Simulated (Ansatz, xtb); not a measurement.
# Relative energy of two isomers of C3H9ClSi3

Structure X: `CC#C[Si@@H]([SiH3])[SiH2]Cl`, a singlet. Structure Y: `C=C1C[Si@@H]([SiH3])[Si@@H]1Cl`, a singlet. Both are isolated molecules in the gas phase, relaxed with r2SCAN-D4/def2-SVP, each in the lowest conformer that the search found.

Question: Estimate E(Y) − E(X) at the level CCSD(T)/def2-SVP + ΔMP2/def2-TZVPP.

Answer: Calculated at CCSD(T)/def2-SVP + ΔMP2/def2-TZVPP: E(Y) − E(X) = −8.2 kcal/mol, so structure Y lies lower.

Level by level:

```
                             level            geometry  E(Y) − E(X) (kcal/mol)  departure from the last row (kcal/mol)  job, with rough time for the two
                          GFN2-xTB            GFN2-xTB                      −0.4                                    +7.8              optimisation, 0.65 s
                         HF/STO-3G            GFN2-xTB                      −6.2                                    +2.0              single point, 0.54 s
      r2SCAN-D4/def2-SVP//GFN2-xTB            GFN2-xTB                     −11.4                                    −3.2               single point, 5.2 s
                r2SCAN-D4/def2-SVP  r2SCAN-D4/def2-SVP                     −11.5                                    −3.3                optimisation, 88 s
                       HF/def2-SVP  r2SCAN-D4/def2-SVP                      −0.7                                    +7.5           part of the CCSD(T) run
                      MP2/def2-SVP  r2SCAN-D4/def2-SVP                      −6.2                                    +2.0           part of the CCSD(T) run
                  CCSD(T)/def2-SVP  r2SCAN-D4/def2-SVP                      −7.2                                    +1.0                      single point
CCSD(T)/def2-SVP + ΔMP2/def2-TZVPP  r2SCAN-D4/def2-SVP                      −8.2                                                     single point, 1.8 min
```

As drawn, Y has 1 C=C, 1 C–Si, 1 C–H in place of 1 C≡C, 1 Si–H. Structure X has no ring, Y a 4-membered ring.

GFN2-xTB finds them nearly level. The largest departure from CCSD(T)/def2-SVP + ΔMP2/def2-TZVPP is that of GFN2-xTB, 7.8 kcal/mol. A small imaginary or near-zero mode remains, so no thermal terms are given. The last row adds to CCSD(T) the change of the MP2 difference between the two basis sets, here −1.0 kcal/mol.

The correlated steps freeze 23 core orbitals. Codes used: Ansatz 0.2.0, xtb 6.7.1; the last row on 4 threads of Arm Neoverse V1 on a shared host.

Every level places the methylene-disilacyclobutane Y below the open-chain alkynylsilane X, though the size of the preference varies widely. The main driving force is probably the exchange of the weaker π component of a triple bond and a Si–H bond for C–Si and C–H σ bonds, much as in hydrosilylation. Strain in the four-membered ring offsets part of this gain, although the long Si–Si bond and the soft angles at silicon moderate that cost.

Electron correlation supplies most of the preference: in the same basis, Hartree–Fock gives only −0.7 kcal/mol against −7.2 with CCSD(T). This suggests that medium-range correlation among the closely packed σ bonds of the ring outweighs the correlation lost with the triple bond. The good showing of HF/STO-3G is therefore a cancellation of errors. r2SCAN-D4 overshoots on either geometry, so its error lies in the energy rather than the structure. Because ring closure removes internal rotations, entropy should favour X and narrow the gap in free energy on warming.
